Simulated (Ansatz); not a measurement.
# Ballistic conductance, moment and bond length of zigzag 4d atomic chains started close-packed, PBE

The usual rule of thumb is that a monatomic chain conducts through its valence orbitals: few channels where only s electrons reach the Fermi level, several where the d shell is open. We put this to the test on free-standing zigzag chains from Zr to Cd, and ask how moment and bond length change along the same row. The matter bears on atomic-scale contacts and break junctions, where the channel count sets the upper limit of the current at a given small voltage. The conductance is the Landauer value at 300 K in units of G₀ = 2e²/h, both spins together, so one channel open in each spin counts as 1 G₀. Moments are absolute moments per atom, and bonds run between the two rows.

## Systems and settings

Free-standing planar zigzag chains started close-packed (a strip of triangles, angle near 60 degrees), two atoms a cell; the period and the atoms were relaxed under each functional with collinear spin from a parallel start, and the channels were then counted at the relaxed geometry by layer matching, without spin where the moments had died. Plane-wave density functional theory with Ansatz 0.2.0, PAW datasets, scalar-relativistic unless a column says otherwise. The chain runs along z in a box of 9 x 7.5 angstrom across, with one k point across; along the chain the number of k points times the cell length is 68 to 84 angstrom. Fermi-Dirac occupations of width 0.05 eV. Functional PBE. Wave cutoff at each element's default (420 eV).

Notes on method and selection:

- Every run starts from one magnetic guess, so a lower magnetic state may exist.
- Free-standing monatomic chains are model structures; they are stationary only within the symmetry and cell that were kept, and some have two minima in the period.
- The conductance is the ballistic Landauer value of the perfect chain, averaged with the Fermi function at 300 K, both spins; it is a whole or half number of G0 unless a band edge lies within about 0.1 eV of the Fermi level, where it follows the smearing and the mesh.
- A conductance is left blank where the program's own error estimate passes 10 % or a narrow gap leaves only thermal carriers; it is given as zero where no channel is open near the Fermi level.
- Spin-orbit coupling is left out.
- Where the moments died, the channel run had no spin, so equal counts for the two spins are built in.
- A conductance is left blank where it was computed but a band edge lies at the Fermi level, so that the program's error estimate passed 10 % or only the thermal tail conducts.
- Chains whose channel run ended in another electronic state are left out; some of the chains kept moved well away from the close-packed start in relaxation, as their bond angles show.
- Runs whose transmission exceeds the number of channels of the lead are not listed.
- Runs that did not converge, have known faults or may not be shown are not listed, and runs on Ansatz's PAW sets soft_1 and soft_2 are kept to separate tables.

Columns:

- group: group of the periodic table.
- atomic radius (Å): tabulated atomic radius of the element (Slater's empirical radii).
- period (Å): period of the cell, the distance between atoms within one row.
- bond angle (degree): angle at an atom between its two shortest bonds to the other row.
- bond (Å): relaxed distance between nearest atoms of the two rows.
- moment (μB/atom): absolute moment per atom (integral of the size of the spin density); zero where the starting moments died.
- conductance (G₀): ballistic conductance of the perfect chain at 300 K, both spins, G0 = 2e^2/h.
- channels up: open channels at the Fermi level, spin up.
- channels down: open channels at the Fermi level, spin down.

Input lines of one member:

```
crystal:
  lattice:
    - [9.0, 0.0, 0.0]
    - [0.0, 7.5, 0.0]
    - [0.0, 0.0, 2.8362]
  atoms:
    - { symbol: Zr, position: [0.3725, 0.5, 0.0] }
    - { symbol: Zr, position: [0.6275, 0.5, 0.5] }
kpoints:
  mp_grid: { grid: [1, 1, 29] }
  band_path: { path: ["Γ", Z], npoints: 60 }
scf:
  occupations: { method: fermi_dirac, width: 0.05 }
hamiltonian:
  xc: pbe
output:
  transmission:
    e_range: [-2, 2]
    de: 0.035
    kmesh: [1, 1]
    reduced_basis: true
    leads: [[0, 0]]
  dos: { projected: true, e_range: [-6, 4] }
# excerpt: file-writing keys are left out
```

Command (options for logging and memory left out): `ansatz run input.yaml --threads 4`

## Numbers

| member | group | atomic radius (Å) | period (Å) | bond angle (degree) | bond (Å) | moment (μB/atom) | conductance (G₀) | channels up | channels down |
| --- | --- | --- | --- | --- | --- | --- | --- | --- | --- |
| Zr | 4 | 1.55 | 2.836 | 63 | 2.698 | 0.00 | 4.00 | 4 | 4 |
| Nb | 5 | 1.45 | 2.836 | 72 | ? | ? | ? | ? | ? |
| Mo | 6 | 1.45 | 3.093 | 89 | 2.215 | 0.00 | – | 0 | 0 |
| Ru | 8 | 1.30 | 2.465 | 60 | 2.466 | 1.56 | 6.71 | 7 | 6 |
| Pd | 10 | 1.40 | 2.547 | 58 | 2.634 | 0.17 | 4.91 | 5 | 6 |
| Ag | 11 | 1.60 | 2.740 | 60 | 2.758 | 0.00 | 2.00 | 2 | 2 |
| Cd | 12 | 1.55 | 2.829 | 48 | 3.486 | 0.00 | 2.99 | 3 | 3 |

Cells marked ? are withheld until the estimate has been made.

## Reading the trend

The rule holds in part. Ru and Pd, with open d shells, conduct best among the chains with a conductance shown so far (6.71 and 4.91 G₀), and the step from Pd to Ag costs 4.91 − 2.00 = 2.91 G₀ as the d bands sink below the Fermi level. Mo breaks the rule: its d shell is half full, yet no channel is open. This chain has opened to a bond angle of 89°, with short bonds between the rows, and a narrow gap separates its filled bonding states from the empty ones.

Ag has two channels rather than the single one of a straight s-band chain. Its spacing within a row (2.740 Å) nearly equals the bond between rows (2.758 Å), and a half-filled s band with equal coupling to first and second neighbours along the zigzag crosses the Fermi level twice in each direction. In Cd the s band would be full without overlap with the p bands; that overlap is the likely source of its three channels.

The bond shortens from 2.698 Å in Zr to 2.215 Å in Mo, then lengthens through Ru, Pd and Ag, by (2.758 − 2.466) / 3 = 0.097 Å per group between Ru and Ag. Filling bonding d states first and antibonding ones later gives this shape, though Mo also gains from having fewer close neighbours. The 3.486 Å of Cd is no nearest-neighbour bond, since its rows moved apart and the closest atoms lie 2.829 Å away in the same row.

Of the chains shown so far, only Ru (1.56 μB) and Pd (0.17 μB) keep a moment, as expected where narrow, partly filled d bands put many states at the Fermi level. Their conductances differ from the mean channel counts of the two spins, (7 + 6) / 2 = 6.5 and (5 + 6) / 2 = 5.5, a sign of band edges within thermal reach. Groups 7 and 9 have no row, and Nb is still withheld, so the maximum at Ru holds only for the chains shown so far.

## An estimate before looking

Plain estimates from the members shown:

- Nb, straight-line interpolation between Zr and Ru: w = (5 − 4) / (8 − 4) = 0.250, so 4.00 + 0.250 × (6.71 − 4.00) = 4.68 G₀

The straight line from Zr to Ru gives 4.68 G₀ for Nb, but it passes over Mo, where the same line would give 4.00 + 0.500 × 2.71 = 5.36 G₀ against no open channel. We therefore interpolate between Zr and Mo, and use the bond angle as coordinate because the gap in Mo comes with the opening of the zigzag. The Nb angle of 72° lies (72 − 63) / (89 − 63) = 0.35 of the way, which gives 4.00 × (1 − 0.35) = 2.6 G₀.

Half the period, 2.836 / 2 = 1.418 Å, divided by the sine of half the bond angle gives a bond of about 2.4 Å, well below that of Zr. Ru keeps a moment at a similar bond of 2.466 Å, but the 4d orbitals reach further out early in the row, so the same bond length gives Nb broader d bands and makes a moment less likely. Without a moment the conductance is a whole number unless a band edge is close, and the nearest is 3.

A gap like that of Mo is then ruled out. Nb has ten valence electrons per cell, which would fill five bands per spin, while the screw symmetry of the zigzag joins the bands in pairs at the zone boundary. At least one channel must stay open.

No shown chain has an angle between those of Zr and Mo, so we try interpolation between neighbours on Ag, with the group as coordinate. Pd and Cd give (4.91 + 2.99) / 2 = 3.95 G₀ against 2.00, a miss of 3.95 − 2.00 = 1.95 G₀. We take 2 G₀ as the error; it rests on a single trial.

**Committed estimate, Nb: conductance = 3 ± 2 G₀.**

## How the estimate fared

| member | group | atomic radius (Å) | period (Å) | bond angle (degree) | bond (Å) | moment (μB/atom) | conductance (G₀) | channels up | channels down |
| --- | --- | --- | --- | --- | --- | --- | --- | --- | --- |
| Nb | 5 | 1.45 | 2.836 | 72 | 2.405 | 0.00 | 3.81 | 4 | 4 |

| member | estimate | conductance (G₀) | computed | estimate − computed | miss in error bars |
| --- | --- | --- | --- | --- | --- |
| Nb | committed | 3.00 | 3.81 | −0.81 | 0.4 |
| Nb | interpolation | 4.68 | 3.81 | +0.87 |  |

The computed conductance of Nb is 3.81 G₀. Our 3 ± 2 G₀ was too low by 0.81 G₀, well inside its error bar, and no real improvement on the straight line between Zr and Ru, which was too high by 0.87 G₀. The mean of the five conductances listed for the other chains, (4.00 + 6.71 + 4.91 + 2.00 + 2.99) / 5 = 4.12 G₀, would have come closer than either.

The expectation of a chain without a moment held, and so did the symmetry argument that at least one channel must stay open. The scaling with bond angle failed. It took away about a third of the Zr conductance, whereas Nb has the same four channels as Zr although its angle is 9° wider and its bond 2.698 − 2.405 = 0.293 Å shorter. A channel closes when a band edge passes the Fermi level, so the count changes in steps and need not fall in proportion to the opening of the zigzag. The conductance slightly below 4 G₀ points to a band edge within thermal reach.

## Exceptions

Mo stands out most in conductance. A line through the mean channel counts of Nb, 4, and Ru, (7 + 6) / 2 = 6.5, gives 4 + 2.5 / 3 = 4.8 at group 6, and Mo has none. Its wide zigzag with short bonds between the rows separates filled from empty states. An even number of electrons per atom allows such a gap but does not enforce it: Zr and Cd also have even numbers and conduct, because their bands overlap.

Cd stands out in bond length, with a distance between rows 3.486 − 2.758 = 0.728 Å longer than in Ag. The filled s shell probably bonds too weakly across the rows to hold the triangles together. Measured to the closest atom, which lies in the same row, the distance exceeds the matching one in Ag by only 2.829 − 2.740 = 0.089 Å.

Ru has by far the largest moment, 1.56 μB per atom against 0.17 μB in Pd and none elsewhere. Narrow d bands with many states at the Fermi level favour this exchange splitting, but the parallel start leaves open whether another magnetic order lies lower.

## Conclusions and limits

Among the listed chains, those with an open d shell have four or more channels per spin, except Mo with its gap; Ag has two and Cd three. Groups 7 and 9 are not covered. Interpolation by group missed Nb by 0.87 G₀ and Ag by 1.95 G₀, and it fails altogether at Mo, so it gives no dependable value for a new member.

In units of practice, with 1/G₀ = h/2e² = 12.9 kΩ, a perfect Ag chain has a resistance of 12.9 / 2.00 = 6.5 kΩ and a Ru chain 12.9 / 6.71 = 1.9 kΩ.

Two omitted effects can outweigh the differences between the elements, and both lower the conductance. A distortion with a longer repeat than two atoms could open a gap and remove every channel, a loss of roughly 2 to 7 G₀. Scattering where a chain meets its contacts could cost several G₀ in the d-metal chains, since d channels are easily reflected.

[Logs are printed without paths, hosts, clocks, repeated set-up lines and the standing remarks that a program may print on its own settings, such as how far it seeks lower states.]
